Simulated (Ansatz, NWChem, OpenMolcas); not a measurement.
**How methods differ on Si2H6 (disilane)**

Si2H6 has 8 atoms, charge 0, and is taken as a singlet. As SMILES, `[SiH3][SiH3]`. Geometry: relaxed at PBE0-D4/def2-TZVP.

| atom | x (Å) | y (Å) | z (Å) |
| --- | --- | --- | --- |
| Si | -0.3405 | 0.4902 | -1.0049 |
| Si | 0.3635 | -0.5044 | 0.9910 |
| H | 0.8339 | 0.9482 | -1.7949 |
| H | -1.1129 | -0.4839 | -1.8219 |
| H | -1.2080 | 1.6641 | -0.7179 |
| H | 1.1390 | 0.4686 | 1.8063 |
| H | 1.2281 | -1.6805 | 0.7040 |
| H | -0.8110 | -0.9592 | 1.7826 |

Each level gives the energy change with the Si1–H5 bond stretched from 1.488 to 1.934 Å (eV). The values are calculated.

```csv
level,kind,program,value (eV),CPU time (all runs)
BLYP/aug-cc-pVDZ (restricted),GGA,Ansatz,0.85,23 s
revPBE/aug-cc-pVDZ (restricted),GGA,NWChem,0.83,75 s
BHLYP/aug-cc-pVDZ (restricted),global hybrid,Ansatz,1.03,25 s
CAM-B3LYP/aug-cc-pVDZ (restricted),range-separated hybrid,Ansatz,0.98,26 s
wB97M-V/aug-cc-pVDZ (restricted),range-separated hybrid,Ansatz,0.98,2.2 min
B2PLYP/aug-cc-pVDZ (restricted),double hybrid,OpenMolcas,0.97,61 s
PBE-QIDH/aug-cc-pVDZ (restricted),double hybrid,Ansatz,1.01,29 s
MP2/aug-cc-pVDZ (restricted),perturbation theory,NWChem,1.00,3 min
```

The first shape isn't each level's own minimum. The values span 0.83 to 1.03 eV. CPU times are rough (shared hosts, several kinds of processor and program).

Stretching the Si–H bond costs clearly less with the two GGAs (0.83 and 0.85 eV) than with any other level, all of which lie between 0.97 and 1.03 eV. The energy rises because the overlap between the silicon sp³-type hybrid and hydrogen 1s falls, weakening the σ bond while the electron pair is still largely shared.

The cleanest comparison is BLYP with BHLYP, which differ essentially in exchange alone: mixing in exact exchange raises the cost from 0.85 to 1.03 eV, probably because it penalises the stretched, more weakly coupled pair more than semilocal exchange does. The cost doesn't simply follow the exact-exchange share, however, since B2PLYP, with a share similar to that of BHLYP, gives only 0.97 eV.

MP2, at 1.00 eV, falls within the range of the hybrids and double hybrids. This supports a stiffer stretch than the GGAs give, but doesn't settle the order among the closely spaced levels. The stretched structure is still far from separated silyl-type and hydrogen radicals, so these energies say little about the bond dissociation energy.
